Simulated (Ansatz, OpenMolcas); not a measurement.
How methods differ on GaBH3ClO (SMILES O[B](Cl)[GaH2])

GaBH3ClO: 7 atoms, total charge 0, spin state singlet. SMILES: `O[B](Cl)[GaH2]`. The shape is that of a PBE0-D4/def2-TZVP optimisation. This is one conformer, not always the lowest.

```
atom    x (Å)    y (Å)    z (Å)
   O  -0.8455  -1.2291   0.9271
   B  -0.0319  -0.6649   0.0179
  Cl   0.8990  -1.7362  -1.0705
  Ga   0.2024   1.4062  -0.1908
   H  -0.8509  -2.1943   0.9059
   H  -0.6913   2.2325  -1.1861
   H   1.3180   2.1859   0.5965
```

Quantity: the energy change with the B2–Cl3 bond stretched from 1.789 to 2.325 Å, in eV. The values are calculated.

```csv
level,kind,program,value (eV),less CCSD(T)/6-31G*,CPU time (all runs)
SVWN5/6-31G* (spherical functions) (restricted),LDA,Ansatz,1.28,+0.03,10 s
M06-L/6-31G* (spherical functions) (restricted),meta-GGA,OpenMolcas,1.15,-0.10,54 s
r2SCAN0/6-31G* (spherical functions) (restricted),hybrid meta-GGA,Ansatz,1.25,0.00,43 s
HSE06/6-31G* (spherical functions) (restricted),range-separated hybrid,Ansatz,1.23,-0.02,21 s
B2PLYP/6-31G* (spherical functions) (restricted),double hybrid,OpenMolcas,1.18,-0.07,33 s
RPA@PBE/6-31G* (spherical functions) (restricted),RPA,Ansatz,1.19,-0.06,30 s
MP2/6-31G* (spherical functions) (restricted),perturbation theory,Ansatz,1.32,+0.07,8.2 s
BCCD(T)/6-31G* (spherical functions) (restricted),coupled cluster or CI,Ansatz,1.25,0.00,55 s
CCSD(T)/6-31G* (spherical functions) (restricted),coupled cluster or CI,OpenMolcas,1.25,0.00,1.8 min
```

CCSD(T)/6-31G* (spherical functions) (restricted) is the highest level here, not the true value. All-electron rows without a relativistic Hamiltonian named are non-relativistic. The first shape isn't each level's own minimum. The values span 1.15 to 1.32 eV. In the correlated wave-function rows the outer d shell of Ga is correlated, in sets not made for it. Times are those of the runs behind each value, whatever else they computed, on shared processors of several kinds: orders of magnitude only.

Stretching the B–Cl bond costs 1.25 eV at the CCSD(T) level, and every other method gives a value within 0.10 eV of that. The cost reflects the loss of overlap in a strong, polar σ bond, together with weaker π donation from the chlorine lone pairs into the formally empty boron p orbital. The hydroxyl oxygen, a better π donor, can probably make up part of that loss as chlorine recedes.

Agreement does not follow the usual hierarchy of methods: LDA lies closer to the reference than the double hybrid, RPA or MP2. Its small deviation probably owes something to cancellation of errors between the two geometries, and is no sign of general accuracy for bond energies. BCCD(T) and CCSD(T) coincide, which suggests that the choice of reference orbitals matters little at this extension. Because the bond is only partly broken, the energy is not a dissociation energy, and the ranking need not persist towards separated radicals, where static correlation becomes dominant.
